# Foretelling one k mesh of metallic Ga₃Se

## The question

A solid-state calculation replaces an integral over electron wave vectors by a sum over a mesh of points. A denser mesh costs more, so one wants to know what the next mesh will give before running it. The case here is a cubic cell of Ga₃Se with its atoms held fixed, treated with the PBE functional and without spin. What energy and pressure should the 8x8x8 mesh give, and how closely can they be foretold from the other meshes?

Ansatz 0.2.0, scalar-relativistic PBE without spin polarization, with PAW and a plane-wave cutoff of 420 eV, for cubic Ga₃Se (Pm-3m, 4 atoms) at fixed geometry. The k meshes are Gamma-centred, with Gaussian smearing of 0.1 eV. Energies are extrapolated to zero smearing, pressure is positive in compression, and the reference is the 16x16x16 mesh.

| k mesh | energy less reference (meV per atom) | pressure less reference (GPa) | pressure (GPa) |
| --- | --- | --- | --- |
| 1x1x1 | 637.1 | 8.211 | 7.620 |
| 2x2x2 | 288.8 | 4.567 | 3.976 |
| 4x4x4 | 13.1 | 0.446 | -0.145 |
| 6x6x6 | -0.6 | 0.014 | -0.577 |
| 8x8x8 | ? | ? | ? |
| 10x10x10 | 1.0 | -0.014 | -0.605 |
| 12x12x12 | -0.4 | -0.046 | -0.637 |
| 14x14x14 | -0.4 | -0.022 | -0.613 |

The column "energy less reference" is the energy error against a 16x16x16 mesh, and "pressure less reference" is the same for the pressure. A positive pressure means compression: the cell would tend to expand. The reference pressure is the pressure less its error, −0.591 GPa, so the cell is under tension and would tend to contract.

## Two regimes in the known rows

The coarse meshes are badly wrong, and they improve fast. From 2x2x2 to 4x4x4 the energy error shrinks 22 times and the pressure error 10 times. The two coarsest meshes even predict compression where the reference has tension.

Whether a mesh is good enough depends on the quantity wanted. At 4x4x4 the energy is within 13.1 meV per atom, which may do for a rough comparison. The pressure error of the same mesh is still 75 % of the size of the reference pressure. That share is large partly because the reference pressure happens to be close to zero at this volume. For a lattice constant, the stiffness decides: the relative shift of the cell edge is about the pressure error divided by three times the bulk modulus, which is not computed here.

From 6x6x6 on, the steady improvement is gone. The known energy errors stay within 1.0 meV per atom but change sign, and 10x10x10 lies further from the reference than 6x6x6 does. The pressure errors wander too, with the largest of them at 12x12x12. A forecast for 8x8x8 has to deal with this second regime, where a curve drawn through the neighbours is a poor guide.

## What a mesh leaves out

Let $n$ be the number of mesh points along each axis and $f(\mathbf k)$ the quantity to be averaged, for instance the energy of the occupied states at wave vector $\mathbf k$. Since $f$ is periodic, it can be written as a sum of waves, one for each lattice vector $\mathbf R$ of the crystal, with strengths $F_{\mathbf R}$. On the mesh, most of these waves average to zero, as they should. Those whose lattice vector is $n$ times another one look constant on the mesh and are wrongly counted:

$$
\text{mesh average}-\text{true average}=\sum_{\mathbf R\neq 0}F_{n\mathbf R}.
$$

There is a plain picture behind this formula. A mesh of $n$ points per axis treats the electrons as if the crystal closed on itself after $n$ cells. The error measures how much an electron notices that it has come back to its starting point. What counts is thus the length $n$ times the cell edge, and a cell with longer edges needs fewer points for the same quality.

How fast the error falls depends on how smooth $f$ is. For smooth functions the strengths $F_{\mathbf R}$ die off very quickly with distance, and a few points per axis suffice. This can explain a steep early fall like the one seen here. The drop from 2x2x2 to 4x4x4 is indeed steeper than the slow tail derived below would give.

## Why a metal keeps a tail

Ga₃Se has 15 valence electrons per cell, three from each gallium and six from selenium. With spin left out, each band takes two electrons per cell, so an odd number leaves at least one band partly filled. The calculated state is therefore a metal, and the runs indeed find no gap on any of the meshes. In a metal, the occupied states end at a sharp boundary in the space of wave vectors, the Fermi surface.

At that boundary $f$ stops being smooth. For the energy, what matters is each occupied level measured from the Fermi level, because the number of electrons is fixed. This quantity goes to zero at the Fermi surface and stays zero beyond it, so $f$ has a kink but no jump. In three dimensions, a kink on a curved surface gives strengths that oscillate with distance and fall as $1/R^3$, and the energy error of a metal with a sharp edge should follow $1/n^3$.

The pressure is less forgiving. Each occupied state contributes the rate at which its level shifts with volume, measured against the shift of the Fermi level. In a real crystal some states at the Fermi surface shift more than others, so this contribution is generally not zero at the boundary and then drops to zero in a jump. A jump is a harsher edge than a kink, and its tail falls only as $1/n^2$.

Smearing the occupations could soften the edge, but only if the mesh is fine enough to see the softened zone. A free-electron estimate with 15 electrons in this cell puts neighbouring points of the 8x8x8 mesh an energy of the order of an electronvolt apart near the Fermi surface. The smearing width is 0.1 eV. To the mesh, the edge still looks sharp.

Smearing does leave one trace. The energies in the table are extrapolated to zero smearing by adding half of an entropy term, which comes only from states close to the Fermi level. Its size depends on how many mesh points happen to land there. At 10x10x10 the term is 11.7 meV per cell, against 7.4 meV on the reference mesh. Half the difference, shared among four atoms, is 0.5 meV per atom, about half of that mesh's energy error. This part is expected to fall more slowly than $1/n^3$, so that law is only a rough guide here.

## A chain that shows the wandering

The simplest metal with this behaviour is a chain of atoms with one orbital each and a half-filled band, $\varepsilon(k)=-2t\cos(ka)$. Here $t$ is the coupling between neighbours and $a$ their spacing. The exact energy per atom and spin is $-2t/\pi$. With one point placed at $k=0$, a mesh of 10 points misses it by about $-0.011\,t$, and a mesh of 12 points by about $+0.015\,t$.

The denser mesh is worse, and the error has changed sign. The reason is where the points fall: with 12 points, two of them lie exactly on the Fermi level, while with 10 points none does. The chain has only two Fermi points, so its error alternates regularly from one even mesh to the next, and its energy tail falls as $1/n^2$. Ga₃Se has a whole surface with many different widths, whose oscillations mix, and the chain's regular alternation should not be carried over to it.

## From tail to forecast

The theory tells how the tail shrinks with $n$ but not its phase, because the shape of the Fermi surface is not known here. The best central forecast of each error is therefore zero. The width comes from the known rows from 6x6x6 on. Coarser meshes are left out because the smooth part of the bands may still add to their errors.

For the energy, each error is multiplied by $n^3$ to undo the expected fall. The root mean square of the four results is then scaled back to $n=8$:

$$
\frac{1}{8^3}\sqrt{\frac{(6^3\cdot0.6)^2+(10^3\cdot1.0)^2+(12^3\cdot0.4)^2+(14^3\cdot0.4)^2}{4}}
\approx 1.6\ \text{meV per atom}.
$$

The same steps with $n^2$ in place of $n^3$ give 0.06 GPa for the pressure.

These widths lean to the cautious side. The 16x16x16 reference has a tail of its own, which enters every error in the table. Multiplying by $n^3$ magnifies that share most on the densest meshes. The scaled energy errors also run from about 130 to about 1100 meV per atom, so four rows give a size for the tail but no proof of its power.

The reference's own error might also shift all dense rows by the same amount. A constant fitted by least squares to the same four rows tests this. It comes out at −0.1 ± 0.4 meV per atom for the energy and −0.017 ± 0.012 GPa for the pressure. With only four rows, neither differs clearly from zero, so the forecast stays centred there.

The forecast for 8x8x8 is thus:

- energy error: 0 ± 1.6 meV per atom
- pressure error: 0 ± 0.06 GPa
- pressure: −0.59 ± 0.06 GPa, still tension

Each range is meant to hold with roughly two chances in three. The sign of either error is left open.

## The computed row

The withheld rows as computed:

| k mesh | energy less reference (meV per atom) | pressure less reference (GPa) | pressure (GPa) |
| --- | --- | --- | --- |
| 8x8x8 | 0.2 | 0.029 | -0.562 |

Both results fall inside their ranges. The energy misses the forecast of zero by 0.2 meV per atom, about an eighth of the stated width. The pressure misses by 0.029 GPa, a little under half of its width. The cell is under tension, as foretold.

## Reading the hit

The energy came out much closer than the width required. An oscillating error passes through zero again and again, and a mesh can happen to sit near such a crossing. The cautious width is another reason for the small ratio. With the phase unknown, the two cannot be told apart.

The reference sets a limit to how finely this row can be read. If the $1/n^3$ tail holds, doubling $n$ from 8 to 16 cuts its expected size eightfold, from 1.6 to 0.2 meV per atom. That is as large as the computed energy error itself. It would be wrong to conclude that 8x8x8 is truly better than 12x12x12 or 14x14x14, although its energy lies closer to the reference.

The pressure row speaks mildly against a common shift of the fitted size. The fitted constant misses the new pressure by 0.046 GPa, more than the forecast of zero does. For the energy, the constant does about as well as zero. One new row is compatible with the expected size of the errors, but it does not test the powers of $n$ or show that the Fermi surface causes the wandering.

For practical work with this cell, the useful reading is a band of errors rather than a ranking of meshes. All the meshes compared from 6x6x6 to 14x14x14 agree with the reference within 1.0 meV per atom and 0.05 GPa. For the energy this is a small fraction of the error at 4x4x4. For the pressure it is still up to 8 % of the reference value (0.046/0.591), which matters if a small residual stress is the quantity sought.
